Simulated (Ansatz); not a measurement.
ZnCd2N2: energy above lowest point against volume scale

Free energy against uniform scaling of the volume at fixed shape and fractions; periodic cell, basis, potentials, k mesh and filling as listed. The results are calculated, by Ansatz 0.2.0.

The cell before it is scaled or strained (space group C2/m, No. 12):
```
CELL_PARAMETERS angstrom
3.40070 -1.97150 0.00000
3.40070 1.97150 0.00000
-2.27460 0.00000 6.53110
ATOMIC_POSITIONS crystal
Zn 0.50000 0.50000 0.50000
Cd 0.27506 0.27506 0.82742
Cd 0.72494 0.72494 0.17258
N 0.40513 0.40513 0.21569
N 0.59487 0.59487 0.78431
```

Settings of every row: functional PBE; dispersion D3(BJ); potentials PAW; wave cutoff 420 eV; density cutoff 1680 eV; k mesh 6x6x3; k shift 0x0x0; occupations fermi dirac; smearing width 0.05 eV; spin none; SCF threshold exponent -7.

Limits: coarse k mesh, up to 40 meV an atom off; the cell comes from a prototype or a list of computed structures and needn't be the stable phase.

```csv
row,volume scale,V (Å³/atom),energy above lowest point (meV/atom)
1,0.9,15.764,?
2,0.925,16.201,7
3,0.95,16.639,0
4,0.975,17.077,0.3
5,1,17.515,6.7
6,1.025,17.953,18.6
7,1.05,18.391,35
8,1.075,18.829,55.5
9,1.1,19.267,79.4
```

Question: what energy above lowest point should row 1 give?

Worked fit of energy above lowest point. Take u = (V_r/V)^(2/3) − 1 with V_r = 17.734 Å³ an atom, which is twice the finite (Eulerian) strain; such expansions in the strain, on which the Birch-Murnaghan equation of state is built, carry the rest volume and the bulk modulus. The shown rows have u = 0.06213, 0.04341, 0.02549, 0.00832, -0.00815, -0.02396, -0.03916, -0.05377. Least squares give energy above lowest point = 12.02 − 720.4 × u + 10084 × u² + 3333 × u³ meV/atom; a parabola predicts inner rows, each left out in turn, worse (root mean square 0.16 against 0.045 meV/atom). All shown rows lie on it to the printed digit. Its lowest point lies at u = 0.0351, or V = 16.84 Å³ an atom, and the curvature there gives the bulk modulus at fixed shape and fractions, B = (4/9)(1 + u)² E″(u)/V = 94.6 GPa. Letting shape and atoms relax would as a rule lower it, by much in layered, chain or molecular crystals. The withheld row has u = 0.08167, so the fit gives 12.02 − 720.4 × (0.08167) + 10084 × (0.08167)² + 3333 × (0.08167)³ = 22.3 meV/atom.

The calculation gave 22.4 meV/atom. The fit lies 0.1 meV/atom (0.13 % of the column's range) below it, one unit of the last digit. This row lies beyond the range of the fit.
